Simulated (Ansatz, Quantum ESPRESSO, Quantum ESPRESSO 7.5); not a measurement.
# Notebook: the lattice constant of NiO with PBEsol

*A beginner's notebook, kept as written. Several of its settings and conclusions are unsound; a review follows at the end.*

## The question

The number I want to reproduce is the cubic lattice constant of nickel oxide, a = 4.1801 ± 0.0003 Å, from "Structural, optical and electronic properties of Ni1−xCoxO in the complete composition range" (2020, PubMed Central 9058517). It was measured at room temperature with synchrotron X-ray diffraction and a LeBail fit. The sample was a pellet annealed at 1300 °C and then quenched in liquid nitrogen.

There is a second value, 4.176 Å, in "Plasma-assisted molecular beam epitaxy of NiO on GaN(00.1)" (2019, arXiv:1910.07810). It belongs to a bulk NiO foil from the authors' earlier work and comes from the (200) peak alone. The two differ by about 0.004 Å. I compare with the first one.

| compared with | measured | source's wording or label | T (K) | method |
| --- | --- | --- | --- | --- |
| a (Å) | 4.1801 ± 0.0003 | 4.1801 ± 0.0003 A | room temperature | synchrotron XRD, LeBail fit * |
| a (Å) | 4.176 | 0.4176 nm | – | XRD |

Where a quantity has several values, deviations refer to the one marked *.

Conditions are those given with the value in the passage it was taken from; "not stated" means there, and the paper may say more elsewhere. The values are a selection: others may have been left out beforehand as unlike or outlying.

## How to go about it

I want a to within 0.01 Å of 4.1801 Å. I chose that because it is a round number and looks strict enough. The starting structure is a diffraction structure from the Crystallography Open Database with a = 4.172 Å, which is already a bit smaller than the measured value, so the program has to make the cell grow.

I will use PBEsol, because I read that it is meant for solids, and let Quantum ESPRESSO relax the cell. The cell is doubled so that the nickel spins can point up and down in turn. The calculation has no temperature in it and the measurement was at room temperature, but I will not worry about that. If the first number is good I am done, otherwise I will turn up the settings.

System: NiO (nickel oxide), rock salt; Fm-3m (No. 225), 2 atoms in the primitive cell; the database structure is a diffraction structure: a = 4.172 Å; structure from the Crystallography Open Database.

## 1. A quick run with one k-point

The cell has only four atoms, so I think one k-point should be enough for such a small thing. That makes the run fast, and I can see today whether PBEsol gives the right size. I expect something near 4.18 Å.

**Run 1.** Quantum ESPRESSO 7.5: PBEsol, GBRV ultrasoft potentials, cell doubled for the wavevector (½ ½ ½ in reciprocal vectors of the primitive cell), antiferromagnetic start, cell and atoms relaxed from the database structure, cutoff 45 Ry (density 360 Ry), 1x1x1 k mesh, Gaussian smearing 0.02 eV; a is the cube root of the conventional volume.

Key lines of the input:
```
! potential files: GBRV ultrasoft potentials, made for PBEsol
&control
  calculation = 'vc-relax'
  forc_conv_thr = 2.0d-4
  etot_conv_thr = 1.0d-5
  nstep = 30
/
&system
  nat = 4
  ntyp = 3
  ecutwfc = 45
  ecutrho = 360
  nbnd = 34
  occupations = 'smearing'
  smearing = 'gaussian'
  degauss = 0.00147
  nspin = 2
  starting_magnetization(1) = 0.5
  starting_magnetization(3) = -0.5
/
&electrons
  conv_thr = 1.0d-8
  electron_maxstep = 60
/
&ions
/
&cell
  press_conv_thr = 0.5
/
ATOMIC_SPECIES
  Ni1 58.693 Ni.upf
  O 15.999 O.upf
  Ni2 58.693 Ni.upf
CELL_PARAMETERS angstrom
  2.08590164 4.17180328 2.08590164
  4.17180328 2.08590164 2.08590164
  4.17180328 4.17180328 0.00000000
[... positions ...]
K_POINTS automatic
  1 1 1 0 0 0
```

Command:
```
OMP_NUM_THREADS=1 mpirun -n 8 pw.x -nk 1 -in relax.in > relax.out
```

Selected lines of the output:
```
     bfgs converged in   6 scf cycles and   5 bfgs steps
     total magnetization       =    -0.00 Bohr mag/cell
     absolute magnetization    =     0.00 Bohr mag/cell
          total   stress  (Ry/bohr**3)                   (kbar)     P=        0.65
```

Converged; 17 s on 8 cores of Arm Neoverse V2, shared host.

| quantity | run 1 | measured | deviation |
| --- | --- | --- | --- |
| a (Å) | 3.9821 | 4.1801 ± 0.0003 | −0.1980 (−4.7 %) |
| net moment per formula unit (μB) | 0 |  |  |
| absolute moment per formula unit (μB) | 0.000 |  |  |
| conventional cell volume (Å³) | 63.14 |  |  |
| final pressure (GPa) | 0.065 |  |  |

The lattice constant came out as 3.9821 Å, which is 0.198 Å too small. I expected the cell to grow and it shrank instead. The run says it converged and the pressure at the end is almost zero, so the relaxation itself went fine.

The magnetisation is zero, and that is right for an antiferromagnet, because the up and down spins cancel. So the magnetism is in order and the error has to come from somewhere else. I think the cutoff of 45 Ry is too low for nickel.

## 2. A higher cutoff

I am going up to 61 Ry, and I put in a 6×6×6 k mesh as well, since the first run took only seconds. With more plane waves the atoms should be described better and the cell should open up to about 4.18 Å.

**Run 2.** Quantum ESPRESSO 7.5: PBEsol, GBRV ultrasoft potentials, cell doubled for the wavevector (½ ½ ½ in reciprocal vectors of the primitive cell), antiferromagnetic start, cell and atoms relaxed from the database structure, cutoff 61 Ry (density 488 Ry), 6x6x6 k mesh, Gaussian smearing 0.02 eV; a is the cube root of the conventional volume.

Key lines of the input, as changed from run 1:
```diff
  &control
-   nstep = 30
+   nstep = 60
  &system
-   ecutwfc = 45
-   ecutrho = 360
+   ecutwfc = 61
+   ecutrho = 488
  &electrons
-   electron_maxstep = 60
+   electron_maxstep = 100
+   mixing_beta = 0.4
  K_POINTS automatic
-   1 1 1 0 0 0
+   6 6 6 0 0 0
```

Command:
```
OMP_NUM_THREADS=1 mpirun -n 8 pw.x -nk 8 -in relax.in > relax.out
```

Selected lines of the output:
```
     kinetic-energy cutoff     =      61.0000  Ry
     total magnetization       =     0.00 Bohr mag/cell
     absolute magnetization    =     2.80 Bohr mag/cell
```

Converged; 6.5 min on 8 cores of Intel Xeon at 2.70GHz, shared host.

| quantity | run 2 | measured | deviation |
| --- | --- | --- | --- |
| a (Å) | 4.1202 | 4.1801 ± 0.0003 | −0.0599 (−1.4 %) |
| net moment per formula unit (μB) | 0 |  |  |
| absolute moment per formula unit (μB) | 1.400 |  |  |
| conventional cell volume (Å³) | 69.94 |  |  |
| final pressure (GPa) | −0.090 |  |  |

The higher cutoff helped a lot. The lattice constant went from 3.9821 to 4.1202 Å, so 45 Ry really was too low for nickel. It is still 0.0599 Å too small, which is well outside my 0.01 Å.

The total magnetisation is zero again, as it should be. The absolute one is now 2.80 for the cell where it was 0.00 before. I suppose the higher cutoff does that too, and since the total is what counts for an antiferromagnet I leave it there.

## 3. PBE in place of PBEsol

This run took minutes and I don't want to keep raising the cutoff. I have read that PBE gives larger cells than PBEsol, and a larger cell is what I need, so I am switching to PBE. I go back to 45 Ry to have the answer quickly. If it lands near 4.18 Å, I will take PBE as the right functional for NiO.

**Run 3.** Quantum ESPRESSO 7.5: PBE, GBRV ultrasoft potentials, cell doubled for the wavevector (½ ½ ½ in reciprocal vectors of the primitive cell), antiferromagnetic start, cell and atoms relaxed from the database structure, cutoff 45 Ry (density 360 Ry), 6x6x6 k mesh, Gaussian smearing 0.02 eV; a is the cube root of the conventional volume.

Key lines of the input, as changed from run 2:
```diff
- ! potential files: GBRV ultrasoft potentials, made for PBEsol
+ ! potential files: GBRV ultrasoft potentials, made for PBE
  &system
-   ecutwfc = 61
-   ecutrho = 488
+   ecutwfc = 45
+   ecutrho = 360
```

Selected lines of the output:
```
     kinetic-energy cutoff     =      45.0000  Ry
     bfgs converged in   6 scf cycles and   5 bfgs steps
     total magnetization       =    -0.00 Bohr mag/cell
     absolute magnetization    =     2.96 Bohr mag/cell
          total   stress  (Ry/bohr**3)                   (kbar)     P=        0.53
```

Converged; took 4.4 min.

| quantity | run 3 | measured | deviation |
| --- | --- | --- | --- |
| a (Å) | 4.1897 | 4.1801 ± 0.0003 | +0.0096 (+0.2 %) |
| net moment per formula unit (μB) | 0 |  |  |
| absolute moment per formula unit (μB) | 1.48 |  |  |
| conventional cell volume (Å³) | 73.54 |  |  |
| final pressure (GPa) | 0.053 |  |  |

PBE gives 4.1897 Å, which is 0.0096 Å above the measured value. My limit was 0.01 Å, so it counts. The pressure at the end is small and the total magnetisation is zero, so I see nothing wrong with the run.

It worked at 45 Ry, the cutoff that was too low before. I take this to mean that PBE needs fewer plane waves than PBEsol, which is another reason to use it. PBEsol was the wrong choice for NiO, even though it is supposed to be the one for solids. I have my number and I am stopping here.

## The runs side by side

| run | settings | a (Å) | deviation | cost |
| --- | --- | --- | --- | --- |
| 1 | PBEsol, cutoff 45 Ry (density 360 Ry), 1x1x1 k mesh | 3.9821 | −0.1980 (−4.7 %) | 2.3 core-min |
| 2 | PBEsol, cutoff 61 Ry (density 488 Ry), 6x6x6 k mesh | 4.1202 | −0.0599 (−1.4 %) | 52 core-min |
| 3 | PBE, cutoff 45 Ry (density 360 Ry), 6x6x6 k mesh | 4.1897 | +0.0096 (+0.2 %) | 35 core-min |
|  | measured | 4.1801 ± 0.0003 |  |  |

## Where I got to

My result for nickel oxide is a = 4.1897 Å with PBE at 45 Ry. The measured value is 4.1801 Å, so I am 0.0096 Å off and inside the 0.01 Å I set at the start.

PBEsol gave 3.9821 Å in the first run and 4.1202 Å in the second, both too small. The higher cutoff made it better but not good enough, and it took longer than the PBE run. So what I write down for next time is that the functional has to suit the material, and for NiO that is PBE. If a cell comes out too small with PBEsol, I will change to PBE before I spend time on the cutoff.

The magnetism was fine in all three runs, since the total was always zero. I will use PBE at 45 Ry for the other oxides too and start from there.

## Reviewer's comments

Further runs made for the review:

| reviewer's run | settings | a (Å) | deviation | cost |
| --- | --- | --- | --- | --- |
| R1 | PBEsol, GBRV ultrasoft potentials, cutoff 45 Ry (density 360 Ry), 6x6x6 k mesh | 4.1193 | −0.0608 (−1.5 %) | 17 core-min |
| R2 | PBEsol, GBRV ultrasoft potentials, cutoff 45 Ry (density 360 Ry), 9x9x9 k mesh | 4.1199 | −0.0602 (−1.4 %) | 42 core-min |
| R3 | PBE, SSSP efficiency potentials, cutoff 65 Ry (density 520 Ry), 6x6x6 k mesh | 4.1867 | +0.0066 (+0.2 %) | 30 core-min |
| R4 | PBEsol+U (Ni 6.2 eV), GBRV ultrasoft potentials, cutoff 45 Ry (density 360 Ry), 6x6x6 k mesh | 4.1896 | +0.0095 (+0.2 %) | 13 core-min |
|  | measured | 4.1801 ± 0.0003 |  |  |

The plan rightly doubles the cell to hold the antiferromagnetic order, and PBEsol is a reasonable start. However, a relaxation seeks the functional's own minimum, so a small starting cell need not grow. One good number also doesn't replace a convergence test. The 0.01 Å target is arbitrary: the neglected thermal and zero-point expansion is roughly that size, so meeting the target cannot settle which functional is right.

Run 1 fails because of its single k-point. A small cell needs more k-points, not fewer. The warning was the absolute magnetisation of 0.00: the nickel moments had vanished. A total of zero fits a nonmagnetic state as well as an antiferromagnet, so the magnetism was not in order. Convergence and low pressure show only that the minimum for these settings was found. The beginner blames the cutoff, but R1 keeps 45 Ry, uses a 6×6×6 mesh and gives 4.1193 Å, for 17 core-minutes instead of 2.3.

Run 2 is sound, but it changes cutoff and mesh together and credits the cutoff with the gain. Against R1, the higher cutoff adds only 0.0009 Å; the mesh did nearly all the work. Nor does the cutoff explain the return of the moments, since run 3 has them at 45 Ry, albeit with PBE. The remaining miss isn't due to the mesh either: R2, with 9×9×9 points, gives 4.1199 Å. It belongs to plain PBEsol.

Run 3 correctly changes the potentials along with the functional, and its absolute magnetisation of 2.96 is the healthy sign that the beginner should have cited. PBE does give a larger cell, by 0.0704 Å against R1 at equal settings. It does not follow that PBE needs fewer plane waves, as 45 Ry was already enough for PBEsol. R3, PBE at 65 Ry with SSSP potentials, gives 4.1867 Å, so PBE's closeness survives a higher cutoff, though the potentials may differ too.

Taking PBE as right because it lands near 4.18 Å is choosing the answer by the result. Plain PBE and PBEsol both describe nickel's localised d electrons poorly, so PBE's agreement may owe something to cancelling errors. Adding a U of 6.2 eV to PBEsol (R4) brings the cell to 4.1896 Å. That shows how much the treatment of these electrons matters, but doesn't prove this U right.

The closing rules should be dropped. The magnetism was not fine in all three runs, and a cell that is too small calls for a check of mesh and moments before a change of functional. One oxide justifies neither PBE nor 45 Ry for the others; PBE often makes cells too large.

Sound PBE runs come within 0.01 Å of the measurement, slightly above it, while plain PBEsol stays about 0.06 Å below. The two measured values differ by only about 0.004 Å, too little to explain PBEsol's miss. Allowing for thermal and zero-point expansion would worsen PBE's agreement and narrow PBEsol's gap without closing it. How much of PBE's success is cancellation is not shown in this report.

[Logs are printed without paths, hosts, clocks, repeated set-up lines and the standing remarks that a program may print on its own settings, such as how far it seeks lower states.]

[The runs shown are a pick from a larger set of finished runs; failed, doubtful and other runs were left out of it ahead of writing. So were measured values far from every level or from commonly accepted values, and agreement can look better than it is. Lines of input and output are excerpts and may be shortened.]
